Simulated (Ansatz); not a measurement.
# A series in temperature on LaS

Harmonic phonon free energy (zero-point part included), entropy and heat capacity at constant volume from interpolated force constants; periodic cell, basis, potentials, k mesh and filling as listed. The results are calculated, by Ansatz 0.2.0.

Structure of every row (space group Fm-3m, No. 225):
```
LaS
1.0
      0.0000     2.9270     2.9270
      2.9270     0.0000     2.9270
      2.9270     2.9270     0.0000
La S
1 1
Direct
  0.00000 0.00000 0.00000
  0.50000 0.50000 0.50000
```

Settings of every row: functional PBEsol; dispersion none; potentials PAW; wave cutoff 557.83 eV; density cutoff 2231.3 eV; k mesh 10x10x10; k shift 0x0x0; occupations fermi dirac; smearing width 0.1 eV; spin none; SCF threshold exponent -8; phonon method finite displacements; phonon supercell 2x2x2; dipole term of polar modes left out.

Limits: coarse k mesh, up to 40 meV an atom off; volume not checked for rest.

```csv
row,temperature (K),phonon entropy (k_B/atom),phonon heat capacity (k_B/atom),phonon free energy (meV/atom)
1,160,2.465,2.438,16.22
2,240,3.516,2.722,-4.58
3,320,4.317,2.837,-31.69
4,400,4.957,2.894,-63.73
5,480,5.488,2.925,-99.79
6,560,5.94,2.945,-139.22
7,640,?,?,?
8,720,6.683,2.966,-226.45
9,800,6.996,2.973,-273.62
10,880,7.28,2.977,-322.84
11,960,7.539,2.981,-373.93
```

Question: what phonon entropy and phonon heat capacity should row 7 give?

Worked fit of phonon entropy. Entropy rises as the heat capacity times the change of ln T, so take t = ln(T / 300 K). The shown rows have t = -0.6286, -0.2231, 0.0645, 0.2877, 0.47, 0.6242, 0.8755, 0.9808, 1.0761, 1.1632. Least squares give phonon entropy = 4.1469 + 2.77555 × t + 0.12885 × t² k_B/atom; a straight line predicts inner rows, each left out in turn, worse (root mean square 0.035 against 0.012 k_B/atom). The rows lie off it by 0.012, -0.018, -0.009, 0.001, 0.008, 0.010, 0.007, 0.003, -0.003, -0.011 (root mean square 0.0095 k_B/atom), a smooth pattern that one more power would take up: the form is only approximate. The slope at t = 0, 2.78 k_B/atom, estimates the heat capacity at 300 K. The withheld row has t = 0.7577, so the fit gives 4.1469 + 2.77555 × (0.7577) + 0.12885 × (0.7577)² = 6.324 k_B/atom.

The calculation gave 6.334 k_B/atom. The fit lies 0.010 k_B/atom (0.2 % of the column's range) below it; its largest miss of a shown row is 0.018 k_B/atom.

Worked fit of phonon heat capacity. At high temperature a harmonic heat capacity falls short of its limit by a term in 1/T², so take t = (100 K / T)². The shown rows have t = 0.39062, 0.17361, 0.09766, 0.0625, 0.0434, 0.03189, 0.01929, 0.01562, 0.01291, 0.01085. Least squares give phonon heat capacity = 2.9993 − 1.7313 × t + 0.7538 × t² k_B/atom; a straight line predicts inner rows, each left out in turn, worse (root mean square 0.0099 against 0.00062 k_B/atom). The rows lie off it by 0.000, 0.001, 0.000, 0.000, -0.001, 0.000, 0.000, 0.001, 0.000, 0.000. The constant, 2.9993 k_B/atom, is to be held against the harmonic limit of 3 k_B an atom. The withheld row has t = 0.02441, so the fit gives 2.9993 − 1.7313 × (0.02441) + 0.7538 × (0.02441)² = 2.957 k_B/atom.

The calculation gave 2.957 k_B/atom. The fit meets it to the printed digit.

The other values of row 7: phonon free energy -181.56 meV/atom.
